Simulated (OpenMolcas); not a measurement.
CH3Al (SMILES C[Al]): methods side by side

CH3Al has 5 atoms, charge 0, and is taken as a singlet. SMILES: `C[Al]`. The shape is that of a PBE0-D4/def2-TZVP optimisation.

```xyz
5

C    -0.1312   -0.0575    0.0540
Al    1.5727    0.6892   -0.6472
H    -0.2307   -1.1275   -0.1718
H    -0.2051    0.0499    1.1443
H    -1.0056    0.4458   -0.3793
```

Quantity: the HOMO–LUMO gap, in eV. The values are calculated.

```csv
level,kind,program,value (eV)
HF/cc-pVTZ,Hartree–Fock,OpenMolcas,8.80
SVWN5/cc-pVTZ,LDA,OpenMolcas,2.51
BLYP/cc-pVTZ,GGA,OpenMolcas,2.56
r2SCAN/cc-pVTZ,meta-GGA,OpenMolcas,2.88
M06-2X/cc-pVTZ,hybrid meta-GGA,OpenMolcas,5.84
B2PLYP/cc-pVTZ,double hybrid,OpenMolcas,5.98
```

The values span 2.51 to 8.80 eV. Orbital gaps aren't excitation energies, and those of double hybrids come from the SCF part alone; they tend to grow with the share of exact exchange.

The semilocal functionals agree closely, from 2.51 eV with SVWN5 to 2.88 eV with r2SCAN, whereas Hartree–Fock gives 8.80 eV. M06-2X and B2PLYP fall between these extremes and nearly coincide. The large spread probably reflects how differently the empty orbitals are treated, since in Hartree–Fock they feel the field of all the electrons, while a local potential binds them more like the occupied ones.

Chemically, CH3Al is a monovalent aluminium species. Its frontier orbitals are expected to be an aluminium lone pair of mainly 3s character, directed away from carbon, and a nearly pure pair of empty 3p orbitals perpendicular to the Al–C bond. The methyl group can donate into these only weakly, by hyperconjugation. This pattern would make the molecule both a donor and an acceptor at the metal, much like a carbene, but the gaps alone don't measure either tendency. Nor does a small semilocal gap indicate diradical character or settle the order of the singlet and triplet states.
